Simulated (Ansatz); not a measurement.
# Ligand exchange: Sn(CH3)(SH) + BH2(SH) → Sn(SH)2 + BH2(CH3)

Species: Sn(CH3)(SH), singlet; BH2(SH), singlet; Sn(SH)2, singlet; BH2(CH3), singlet. The partners trade CH3 for SH: Sn–CH3 and B–SH bonds give way to Sn–SH and B–CH3.

Shapes, held fixed at every level: PBE0-D4/def2-TZVP. Flexible molecules stand in one conformer, not always the lowest. Programs: Ansatz 0.2.0. Electronic energies: no zero-point or thermal term.

```json
{"level": "r2SCAN-D4/def2-TZVPP", "kind": "meta-GGA", "ΔE (kJ/mol)": "-35.4", "less CCSD(T)/def2-TZVPP": "-11.0", "CPU time (sum over the molecules)": "17 s"}
{"level": "PBE0-D4/def2-TZVPP", "kind": "global hybrid", "ΔE (kJ/mol)": "-34.2", "less CCSD(T)/def2-TZVPP": "-9.8", "CPU time (sum over the molecules)": "11 s"}
{"level": "wB97M-V/def2-TZVPP", "kind": "range-separated hybrid", "ΔE (kJ/mol)": "-32.0", "less CCSD(T)/def2-TZVPP": "-7.6", "CPU time (sum over the molecules)": "38 s"}
{"level": "wB97X-V/def2-TZVPP", "kind": "range-separated hybrid", "ΔE (kJ/mol)": "-32.2", "less CCSD(T)/def2-TZVPP": "-7.8", "CPU time (sum over the molecules)": "28 s"}
{"level": "MP2/def2-TZVPP", "kind": "perturbation theory", "ΔE (kJ/mol)": "-27.8", "less CCSD(T)/def2-TZVPP": "-3.4", "CPU time (sum over the molecules)": "–"}
{"level": "CCSD/def2-TZVPP", "kind": "coupled cluster or CI", "ΔE (kJ/mol)": "-26.5", "less CCSD(T)/def2-TZVPP": "-2.1", "CPU time (sum over the molecules)": "–"}
{"level": "CCSD(T)/def2-TZVPP", "kind": "coupled cluster or CI", "ΔE (kJ/mol)": "-24.4", "less CCSD(T)/def2-TZVPP": "0.0", "CPU time (sum over the molecules)": "62 s"}
```

The highest level, CCSD(T)/def2-TZVPP, gives ΔE = -24.4 kJ/mol; the levels span -35.4 to -24.4. The column of differences is taken from that level and isn't an error. No measured value is set beside it here. For atoms past krypton def2 sets carry core potentials with scalar relativity. Outer-core shells of Sn are correlated in most correlated rows, in sets that cover them unevenly. Times are processor times on shared x86 and Arm servers, and rough.

The exchange is downhill at every level, with -24.4 kJ/mol from CCSD(T), so the preference for sulfur on tin and carbon on boron doesn't hinge on the choice of method. The likely driving force is the contrast between the two centres. Electropositive divalent tin gains from a polar Sn–S bond in place of a rather weak Sn–C bond, and a sulfur lone pair can also donate into its formally empty 5p orbital. Boron gains a strong, compact B–C bond but gives up π donation from sulfur into its empty 2p orbital, for which methyl hyperconjugation is only a partial substitute. This loss probably keeps the net preference moderate.

All four density functionals make the exchange more favourable than the wavefunction methods do, perhaps because they balance lone-pair donation to boron and to tin differently. The energies concern separate monomers and don't show which ligand distribution would prevail once the Lewis-acidic boranes and stannylenes associate through sulfur bridges.
